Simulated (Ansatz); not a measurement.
Abstraction of H: CH2FI + InH(OH) → CHFI + InH2(OH)

Species: CH2FI (fluoroiodomethane) `FCI`, singlet; InH(OH), doublet; CHFI `F[CH]I`, doublet; InH2(OH), singlet. A radical takes H: the energy is the difference in strength between the C–H bond broken and the In–H bond made.

Shapes, held fixed at every level: PBE0-D4/def2-TZVP. Flexible molecules stand in one conformer, not always the lowest. Programs: Ansatz 0.2.0. The zero-point and thermal change to 298 K, harmonic and unscaled (PBE0-D4/def2-TZVP), is -14.6 kJ/mol.

(1) Estimate ΔH(298 K) of this reaction.

Results:

(1) The highest level, CCSD(T)/def2-TZVPP, gives ΔH(298 K) = +118.5 kJ/mol; the levels span +113.8 to +129.9. The column of differences is taken from that level and isn't an error. No measured value is set beside it here. Open shells run unrestricted unless RO is named. For atoms past krypton def2 sets carry core potentials with scalar relativity. Correlated rows may include outer-core shells of I, In, which these sets cover unevenly.

```tsv
level	kind	ΔH(298 K) (kJ/mol)	less CCSD(T)/def2-TZVPP
B3LYP-D4/def2-TZVPP	global hybrid	+123.9	+5.4
BHLYP-D4/def2-TZVPP	global hybrid	+118.8	+0.3
r2SCAN0-D4/def2-TZVPP	global hybrid	+113.8	-4.7
wB97M-V/def2-TZVPP	range-separated hybrid	+119.7	+1.2
B2PLYP/def2-TZVPP	double hybrid	+123.6	+5.1
MP2/def2-TZVPP	perturbation theory	+129.9	+11.4
CCSD/def2-SVP	coupled cluster or CI	+119.3	+0.8
CCSD(T)/def2-TZVPP	coupled cluster or CI	+118.5	0.0
```

Hydrogen transfer from CH2FI to the indium radical is strongly endothermic at every level, with +118.5 kJ/mol from CCSD(T), because a strong C–H bond is exchanged for a much weaker In–H bond. Carbon's compact valence orbitals overlap well with hydrogen 1s, whereas indium's 5s and 5p orbitals are diffuse and differ in radial extent, so they hybridise less effectively. Forming the new bond also takes indium from the +2 to the +3 state, drawing on an electron with considerable 5s character. Lone-pair donation from fluorine and iodine should stabilise the carbon radical, but clearly not enough to offset this mismatch. The negative thermal correction fits the replacement of a stiff C–H oscillator by softer In–H motion.

The close agreement of CCSD with CCSD(T) doesn't show that triples are unimportant, since the basis changes too and the two effects may partly cancel. In the reverse direction, InH2(OH) is thermodynamically a good hydrogen donor to CHFI, though how fast it would react depends on a barrier not computed here.
